**Why does this germanium exciton list start at 0.05 eV, jump to 1.49 eV and then come in bunches?**

I ran an excited-state calculation on bulk germanium and expected something like a series of exciton levels below an absorption edge. The table gives the excitation energies in eV and the strength of each state relative to the strongest one. Three states sit at 0.050 eV and carry nearly all the strength. Then nothing happens until 1.491 eV, where the states arrive in groups of almost equal energy, and nearly all of them have zero strength. Two rows in the middle, 18 and 34, are faintly visible for no reason that I can see. Is the first level a strongly bound exciton, and what sets the bunches?

Excitations of bulk germanium (diamond structure, 2-atom cell) computed with Yambo 5.3.0 in transition space, with the ALDA kernel on Quantum ESPRESSO PBE states and no quasiparticle correction. The runs use a 6×6×6 k mesh, bands 12–17, SG15 PBE 1.2 pseudopotentials, a 952 eV wave cutoff and Fermi-Dirac smearing of 0.05 eV, without spin-orbit coupling.

```csv
row,exciton energies (eV),exciton strengths (relative to the strongest)
1,0.050,0.413
2,0.050,1.000
3,0.050,0.016
4,1.491,0.000
5,1.491,0.000
6,1.491,0.000
7,1.491,0.000
8,1.491,0.000
9,1.492,0.000
10,1.492,0.000
11,1.492,0.000
12,1.492,0.000
13,1.492,0.000
14,1.492,0.000
15,1.499,0.000
16,1.499,0.000
17,1.499,0.000
18,1.499,0.014
19,1.499,0.000
20,1.583,0.000
21,1.583,0.000
22,1.583,0.000
23,1.583,0.000
24,1.583,0.000
25,1.583,0.000
26,1.583,0.000
27,1.583,0.000
28,1.583,0.000
29,1.583,0.000
30,1.583,0.000
31,1.587,0.000
32,1.587,0.000
33,1.588,0.000
34,1.588,0.004
35,1.588,0.000
36,1.593,0.000
37,1.593,0.000
38,1.593,0.000
39,1.598,0.000
40,1.598,0.000
```

**Answer**

The list is best read as a map of the k-points at which the crystal was sampled. Each state is, to a good approximation, an electron lifted straight up from a filled band to an empty one at one k-point, or at a set of k-points that symmetry makes equivalent. Equivalent points have equal band energies, so their transitions come in bunches. The size of a bunch then tells which points it probably comes from.

A bound exciton is a poor reading of the first level. The electron-hole interaction used here, ALDA, is known to lack the long-range attraction that binds excitons in bulk semiconductors. The PBE bands underneath also have no gap on this mesh, so there is no edge from which a binding energy could be counted.

**The three states at 0.050 eV.** At the zone centre, Γ, germanium has a threefold level built from p orbitals and, close to it, a single level of s character. One level against three gives three transitions of equal energy, whichever of the two lies lower. Their energy is small because PBE brings the two levels almost together, a well-known failure. The zero gap on the mesh suggests that the s level even lies below the other, which is then only partly filled. In the real crystal the s level lies above, and the direct gap at Γ is between 0.8 and 0.9 eV. The familiar value of roughly 0.7 eV is the indirect gap, from Γ to L, which a vertical transition can't show.

**The bunches.** Now walk from Γ towards L, the centre of a hexagonal face of the Brillouin zone. The mesh has points at one third and two thirds of the way, and at L itself. There are eight such directions, and along each the top valence band is twofold and the lowest conduction band single. Each of the two inner sets therefore supplies 8 × 2 = 16 transitions, and the table shows 16 states from 1.491 to 1.499 eV and another 16 from 1.583 to 1.588 eV.

At L, opposite faces count as the same point, which leaves four points and eight transitions. The last five rows fit the start of that group, with three more states to follow. This assignment rests on counting and on the known bands of germanium, and it leaves open which sixteen belongs to which inner set. If it is right, the energy between the two bands differs by only about 0.1 eV among the three kinds of point, although it has risen steeply between Γ and the first of them. That is why the bunches lie close together.

**The empty interval.** The 1.44 eV between the first level and the first bunch is a product of the mesh. The conduction band rises steeply from Γ, as it does wherever electrons are light, and the first point towards L is already a third of the way out. All the transitions in between exist in the PBE bands, but no mesh point falls on them. A finer mesh would put states into the interval, which is why it is neither a gap nor a binding energy.

**The fine structure.** If only band energies mattered, all 16 states of a bunch would coincide. They spread over 8 meV in the first bunch and 5 meV in the second, and this small spread is the work of the electron-hole interaction, which mixes transitions at equivalent points. Both bunches split in the same way, into eleven lower states and five upper ones. In the second bunch the five can be seen to consist of a pair at 1.587 eV and a triplet at 1.588 eV.

This explains the two odd rows. Mixing sixteen transitions gives sixteen combinations, and in most of them the contributions of the different k-points to the light-induced dipole cancel. In a cubic crystal one threefold combination survives in which they add up. Rows 18 and 34 belong to such combinations, each among the upper five of its bunch. Electrostatic repulsion within the oscillating charge of a combination may be what raises these five, but the list doesn't test this, and being visible can't be the whole cause, since a dark pair lies about as high.

Within a level of equal energies the strength can be shared out in any way, because the program may choose any mixture of the states. The values 0.413, 1.000 and 0.016 in the first three rows therefore have no separate meaning, and only their sum does. For the same reason row 18 can be visible while its partners show 0.000.

**Why the first level takes nearly all the strength.** The strength follows the square of the position dipole, and for a transition between bands this dipole is the momentum matrix element divided by the transition energy. A transition at very low energy is thus greatly enhanced even if its momentum element is ordinary. To estimate the effect, take equal momentum elements everywhere and completely filled or empty bands. Along the line to L only the part of the light field across the line drives the transition, which is two thirds of the field squared on average over the eight directions. A bunch of sixteen then compares with the level at Γ as

$$\frac{S_\text{bunch}}{S_\Gamma}\approx 8\times\frac{2}{3}\times\left(\frac{E_\Gamma}{E_\text{bunch}}\right)^2$$

where $S$ is the summed strength and $E$ the excitation energy. For the first bunch, with its visible state at 1.499 eV, this gives

$$\frac{16}{3}\times\left(\frac{0.050}{1.499}\right)^2\approx 0.006$$

The table gives 0.010. The energy factor alone is about 1/900, and the eight points win back a factor of about five. So the low energy of the first level accounts for most of the faintness of the bunch, but the closeness of the two numbers is partly luck, because the occupations at Γ are not full or empty.

It does less well on the difference between the bunches. It makes them almost equally strong, whereas in the table the second has only roughly a third of the strength of the first. Unequal momentum elements along the line may be the reason, or the interaction may shift strength between transitions of different energy, which the estimate ignores. The list can't tell these apart. The thermal smearing of 0.05 eV is as large as the lowest excitation energy, so the occupations of the two levels at Γ can differ by no more than about a quarter. If the strengths carry this factor, both estimates rise at least fourfold, to more than twice the table's value for the first bunch and to several times the table's value for the second. The estimate is then good for a rough order of magnitude only. Smearing changes both ratios by the same factor, so it can't explain the difference between the bunches. The printed analysis after this answer lists the counts, spreads and ratios.

**What this means for the spectrum.** The faint bunches don't show that germanium absorbs weakly near 1.5 eV. Strengths are scaled to a level whose energy is almost zero only because PBE closes the gap, and a gap of realistic size would remove most of its advantage. The absorption peak of this run, at 0.10 eV, deserves no more trust: it sits on the first nonzero energy of the plotted grid, while the transition behind it lies at 0.05 eV. The response of partly filled bands to a slow field, the Drude term, is also left out, and it matters at just these energies.

Spin-orbit coupling is left out too, and here it would change the pattern itself. In germanium it splits the valence top at Γ by roughly 0.3 eV and the twofold band towards L by roughly 0.2 eV. Both are far larger than the few meV that separate states within a bunch. With it, each of the two bunches would break into two groups, well apart in energy.

The same counting works for another mesh. With eight divisions instead of six, the line from Γ to L holds three inner sets of points, so there should be three bunches of sixteen at new energies, while the group of eight at L and the threefold level at Γ stay nearly in place, since both meshes contain these two points. A bunch that moves or multiplies belongs to the sampling. A level that stays is not thereby an exciton: it may only sit at a point that the meshes share.

Numerical output:

```
number of states at 0.050 eV: 3
number of states in the first bunch above 1 eV: 16
number of these in its upper part: 5
number of states in the second bunch: 16
number of these in its upper part: 5
number of listed states above the second bunch: 5
states still missing if the last bunch holds 4 points times 2 bands: 3
empty interval above the lowest level, eV: 1.441
spread of the first bunch, eV: 0.008
spread of the second bunch, eV: 0.005
step from first to second bunch, eV: 0.084
step from second bunch to the last listed states, eV: 0.005
summed relative strength of the lowest level: 1.429
strength of first bunch over that of the lowest level: 0.009797
strength of second bunch over that of the lowest level: 0.002799
inverse-square energy factor, lowest level over first bunch: 898.8
estimated strength ratio, first bunch: 0.005934
estimated strength ratio, second bunch: 0.00529
first nonzero energy of the absorption grid, eV: 0.1007
transitions beyond 3 filled times 3 empty bands on 216 points: 10
```
